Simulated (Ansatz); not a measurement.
[SnH3]− (SMILES [H][Sn-]([H])[H]): the energy, rung by rung

[SnH3]−: 4 atoms, total charge -1, spin state singlet. As SMILES, `[H][Sn-]([H])[H]`. Geometry: a GFN2-xTB relaxation, a rough one for these elements and not checked as a minimum.

```tsv
atom	x (Å)	y (Å)	z (Å)
Sn	-0.0064	0.0057	0.7917
H	1.6378	-0.0336	-0.2516
H	-0.7869	1.4325	-0.2804
H	-0.8445	-1.4046	-0.2596
```

Quantity: the energy change with the Sn1–H4 bond stretched from 1.949 to 3.897 Å, in eV. The values are calculated.

```csv
level,kind,program,value (eV),less FCI/STO-3G,CPU time (all runs)
HF/STO-3G (restricted),Hartree–Fock,Ansatz,6.34,+2.23,0.44 s
BLYP/STO-3G (restricted),GGA,Ansatz,4.28,+0.17,1.3 s
PBE/STO-3G (restricted),GGA,Ansatz,4.43,+0.32,1.2 s
wB97X/STO-3G (restricted),range-separated hybrid,Ansatz,5.79,+1.68,4.5 s
B2PLYP/STO-3G (restricted),double hybrid,Ansatz,4.67,+0.56,1.6 s
MP2/STO-3G (restricted),perturbation theory,Ansatz,5.28,+1.17,0.54 s
CCSDTQ/STO-3G (restricted),coupled cluster or CI,Ansatz,4.11,0.00,6.9 s
FCI/STO-3G,exact in the basis,Ansatz,4.11,0.00,0.77 s
```

FCI/STO-3G is exact within its basis and frozen core, so for wave-function methods in that basis the difference is their error; functionals converge differently with the basis, so for them it is only a difference. Spin-restricted single references rise too steeply as a bond breaks, Hartree–Fock most of all. All-electron rows without a relativistic Hamiltonian named are non-relativistic. Sets without diffuse functions describe the anion poorly. The first shape isn't each level's own minimum. The values span 4.11 to 6.34 eV. All rows use very small basis sets, so even the best lies far from the true value. In the correlated wave-function rows the outer d shell of Sn is correlated, in sets not made for it. Times are those of the runs behind each value, whatever else they computed, on shared processors of several kinds: orders of magnitude only.

Stretching one Sn–H bond exposes mainly left–right correlation. As the σ and σ* orbitals approach each other in energy, a single closed-shell determinant keeps too much weight on configurations with both bonding electrons on one fragment. The anion could in principle separate into SnH2 and hydride, which are both closed-shell, but a single compact 1s function makes hydride artificially costly, so the exact wavefunction probably leans towards SnH2 radical anion plus hydrogen atom.

Second-order perturbation theory removes only about half of the Hartree–Fock excess, whereas CCSDTQ matches FCI at 4.11 eV, so connected excitations beyond quadruples hardly matter here. Among the functionals, the two GGAs lie lowest and wB97X highest, consistent with semilocal exchange mimicking some left–right correlation that exact exchange lacks. B2PLYP lies between them despite its large exact-exchange share, probably because its perturbative term lowers the stretched structure more. Without a CCSD or CCSDT row, the series can't show whether triples or quadruples are needed for that agreement.
